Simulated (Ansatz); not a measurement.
# A ladder of methods for SnH4 (SMILES [SnH4])

The species is SnH4 (5 atoms), meant as a singlet with charge 0. As SMILES, `[SnH4]`. The shape is that of a PBE0-D4/def2-TZVP optimisation.

Each level gives the vertical energy of the triplet above the singlet (eV). The values are calculated.

```json
{"level": "HF/def2-SVPD (core potential)", "kind": "Hartree–Fock", "program": "Ansatz", "value (eV)": "7.24", "less CCSD(T)/def2-SVPD": "-0.23", "CPU time (all runs)": "20 s"}
{"level": "SVWN5/def2-SVPD (core potential)", "kind": "LDA", "program": "Ansatz", "value (eV)": "6.86", "less CCSD(T)/def2-SVPD": "-0.61", "CPU time (all runs)": "24 s"}
{"level": "PBE/def2-SVPD (core potential)", "kind": "GGA", "program": "Ansatz", "value (eV)": "6.82", "less CCSD(T)/def2-SVPD": "-0.65", "CPU time (all runs)": "26 s"}
{"level": "r2SCAN/def2-SVPD (core potential)", "kind": "meta-GGA", "program": "Ansatz", "value (eV)": "7.00", "less CCSD(T)/def2-SVPD": "-0.47", "CPU time (all runs)": "49 s"}
{"level": "r2SCAN0/def2-SVPD (core potential)", "kind": "hybrid meta-GGA", "program": "Ansatz", "value (eV)": "7.14", "less CCSD(T)/def2-SVPD": "-0.33", "CPU time (all runs)": "35 s"}
{"level": "wB97M-V/def2-SVPD (core potential)", "kind": "range-separated hybrid", "program": "Ansatz", "value (eV)": "7.41", "less CCSD(T)/def2-SVPD": "-0.06", "CPU time (all runs)": "69 s"}
{"level": "B2PLYP/def2-SVPD (core potential)", "kind": "double hybrid", "program": "Ansatz", "value (eV)": "7.30", "less CCSD(T)/def2-SVPD": "-0.17", "CPU time (all runs)": "28 s"}
{"level": "RPA@PBE0/def2-SVPD (core potential)", "kind": "RPA", "program": "Ansatz", "value (eV)": "7.41", "less CCSD(T)/def2-SVPD": "-0.06", "CPU time (all runs)": "33 s"}
{"level": "MP2/def2-SVPD (core potential)", "kind": "perturbation theory", "program": "Ansatz", "value (eV)": "7.47", "less CCSD(T)/def2-SVPD": "0.00", "CPU time (all runs)": "12 s"}
{"level": "CCSD(T)/def2-SVPD (core potential)", "kind": "coupled cluster or CI", "program": "Ansatz", "value (eV)": "7.47", "less CCSD(T)/def2-SVPD": "0.00", "CPU time (all runs)": "33 s"}
```

Differences are taken from CCSD(T)/def2-SVPD (core potential) for orientation; it has basis-set and higher-order errors of its own. Spin-orbit coupling, which can split open shells on such heavy atoms by tenths of an eV, is left out. The values span 6.82 to 7.47 eV. In the correlated wave-function rows the outer d shell of Sn is correlated, in sets not made for it. CPU times are rough (shared hosts, several kinds of processor): they show what a rung costs within a factor of a few.

Every level puts the triplet far above the singlet, as expected for a closed-shell tetrahydride in which all four valence electrons of tin are tied up in Sn–H bonds. Vertical excitation takes an electron from the bonding t2 set into an a1 orbital of Sn–H antibonding and diffuse s character, so it costs bonding energy with no compensating relaxation of the geometry.

Hartree–Fock falls 0.23 eV below CCSD(T) because it omits the correlation between opposite spins, which is greater in the singlet with its additional electron pair. MP2 recovers this contribution and matches CCSD(T), which suggests a weakly correlated ground state, though cancellation of errors may contribute. The semilocal functionals give the lowest gaps, and exact exchange raises the r2SCAN value only from 7.00 to 7.14 eV, still further from CCSD(T) than Hartree–Fock.

The vertical gap measures neither the Sn–H bond strength nor the energy of a relaxed triplet, which could lengthen or break a bond.
